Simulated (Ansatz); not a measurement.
C: energy along a strain

C, P6_3/mmc, a = 2.503 Å, c = 4.169 Å. Ansatz: r2SCAN, PAW, 500 eV, Γ-centred 12×12×6 mesh on 4 atoms, Gaussian smearing 0.05 eV; no spin polarisation. Cell vectors (Å): 2.503 0.000 0.000; -1.252 2.168 0.000; 0.000 0.000 4.169. The cell is strained by x per cent times the pattern (0 0 1 0 0 0) in the order xx yy zz yz xz xy (engineering shears), with fractional coordinates held. y is the free energy over the start, V0 = 5.656 Å³/atom.

| x (%) | y (meV/atom) |
| --- | --- |
| -4.00 | 42.30 |
| -3.00 | 23.18 |
| -2.00 | 10.04 |
| -1.00 | 2.45 |
| 0.00 | 0.00 |
| 1.00 | 2.33 |
| 2.00 | 9.09 |
| 3.00 | 19.95 |
| 3.50 | 26.82 |
| 4.00 | ? |

Problem. Fit y = c2 x² + c3 x³ to the other rows, get the stiffness along the pattern, and predict the missing energy.

Solution. Least squares on the rows shown. y = 2.3994 x² − 0.060543 x³. The clamped-ion stiffness p·C·p = 2 × 23.99 eV × 160.2 / 5.656 Å³ = 1359 GPa, which is C33 in these axes. At x = 4.00 the fit asked for gives 34.52 meV/atom. The run gave 34.60 meV/atom, so the fit is 0.08 meV/atom too low, a small miss on the scale of the series.

The cell shape and density identify this as lonsdaleite, hexagonal diamond, and a stiffness of 1359 GPa along c fits its fully sp3-bonded network. In graphite the same axis would be soft, because only weak interlayer forces resist the strain. Here one bond in four lies parallel to c and takes up the full strain, while the other three respond through both stretching and changes of angle.

Compression costs more than extension at every matched pair of strains, 42.30 against 34.60 meV/atom at the largest. This is the usual anharmonicity of a covalent bond: overlap repulsion rises steeply on shortening, while the restoring force weakens on stretching. The small miss of the cubic fit probably reflects higher-order terms.

Symmetry leaves the atomic height along c free, so relaxation could shift strain between the axial bonds and the buckled layers. The measurable static C33 should therefore lie at or below the value found here.
